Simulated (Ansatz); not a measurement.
**SbH2 (SMILES [SbH2]): methods side by side**

SbH2 has 3 atoms, charge 0, and is taken as a doublet. SMILES: `[SbH2]`. The coordinates come from a PBE0-D4/def2-TZVP relaxation.

```xyz
3

Sb    0.6598   -0.3463    0.3157
H     0.0467    1.2442    0.1632
H    -0.7173   -0.9627   -0.4921
```

Each level gives the electronic atomisation energy (eV). The values are calculated. Electronic energies at fixed atoms, without zero-point motion or spin-orbit coupling.

```
            level                    kind  program  value (eV)  less FCI/STO-3G
  U-revPBE/STO-3G                     GGA   Ansatz        7.64            +1.21
     UBLYP/STO-3G                     GGA   Ansatz        8.02            +1.59
  U-r2SCAN/STO-3G                meta-GGA   Ansatz        7.65            +1.22
 U-r2SCAN0/STO-3G         hybrid meta-GGA   Ansatz        7.46            +1.03
UCAM-B3LYP/STO-3G  range-separated hybrid   Ansatz        7.88            +1.45
     UCCSD/STO-3G   coupled cluster or CI   Ansatz        6.43             0.00
 UCCSDT(Q)/STO-3G   coupled cluster or CI   Ansatz        6.43             0.00
       FCI/STO-3G      exact in the basis   Ansatz        6.43             0.00
```

FCI/STO-3G is exact within its basis and frozen core, so for wave-function methods in that basis the difference is their error; functionals converge differently with the basis, so for them it is only a difference. All-electron rows without a relativistic Hamiltonian named are non-relativistic. The values span 6.43 to 8.02 eV. All rows use very small basis sets, so none should be taken for the real molecule's value. In the correlated wave-function rows the outer d shell of Sb is correlated, in sets not made for it.

The coupled-cluster values coincide with FCI to the printed precision because the minimal basis leaves little to correlate. Beyond the half-filled Sb 5p orbital, the valence space offers essentially only two Sb–H antibonding orbitals, and pair excitations within the two bonds cover nearly everything. The agreement therefore says little about how much triples and quadruples would matter in a flexible basis.

Every functional gives stronger binding than FCI, probably in part because its correlation energy comes from the density and includes short-range pair correlation that so few orbitals cannot express. Exact exchange weakens the binding from r2SCAN to r2SCAN0, as expected when semilocal exchange favours the molecule over its high-spin atoms.

Even 6.43 eV is too much for two Sb–H bonds, which are known to be fairly weak. The likely cause is the STO-3G hydrogen function, which is contracted to suit molecules and places the free atom too high in energy. Closeness to FCI here is thus no guide to which functional describes the real bonds best.
